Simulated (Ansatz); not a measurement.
# Fe: the change of free energy error per atom with smearing width

Results calculated with Ansatz 0.2.0, not measured. Plane-wave density functional theory, scalar-relativistic PAW datasets made under PBE, Gamma-centred meshes; one setting moves on a fixed relaxed cell, energies count from the zero-width extrapolation of the reference run, pressure is Pulay-corrected at fixed cutoff and positive in compression.

Structure of every row (space group Im-3m, No. 229):
```
Fe
1.0
     -1.3746     1.3746     1.3746
      1.3746    -1.3746     1.3746
      1.3746     1.3746    -1.3746
Fe
1
Direct
  0.00000 0.00000 0.00000
```

Settings of every row: spin polarised yes; functional LDA; wave cutoff 420 eV; k mesh 16x16x16; smearing method fermi_dirac; reference k mesh 16x16x16; reference smearing width 0.05 eV; reference wave cutoff 420 eV; reference smearing method fermi_dirac; swept setting smearing; valence electrons per atom 16.

Atom:
```
element  starting moment (Bohr magneton)
     Fe                             1.99
```

Limits: search for a lower magnetic state is off; settings are moved on purpose, so some rows are far from converged; with one magnetic atom in the cell only parallel moments are possible.

```
row  smearing width (eV)  free energy error per atom (meV)  largest site moment (Bohr magneton)  zero smearing energy error per atom (meV)  pressure (GPa)
  1                 0.01                              0.15                                 1.96                                        0.4           -0.22
  2                 0.03                              -1.5                                 1.97                                       0.23            0.01
  3                  0.1                            -17.12                                 1.97                                      -0.32            0.24
  4                  0.2                                 ?                                    ?                                          ?               ?
  5                  0.3                           -178.36                                 1.68                                      31.41           -1.09
```

Question: what free energy error per atom should row 4 give?

Worked fit of free energy error per atom. Smearing changes a smooth quantity, to lowest order, with the square of the width, so take w² in eV². The shown rows have w² = 0.0001, 0.0009, 0.01, 0.09. Their means are 0.02525 and -49.208 meV; the sums about the means are S_tt = 0.005651 and S_ty = -11.25, whose ratio is the slope. Least squares give free energy error per atom = 1.086 − 1991.83 × w² meV. The rows lie off it by -0.74, -0.79, 1.71, -0.18 (root mean square 1 meV). The constant, 1.086 meV, estimates the value at zero width. The withheld row has w² = 0.04, so the fit gives 1.086 − 1991.83 × (0.04) = -78.59 meV.

The calculation gave -71.14 meV. The fit lies 7.45 meV (10 % of the value, 4.2 % of the column's range) below it; its largest miss of a shown row is 1.71 meV.

The other values of row 4: largest site moment 1.89 Bohr magneton; zero smearing energy error per atom 6.4 meV; pressure -0.09 GPa.
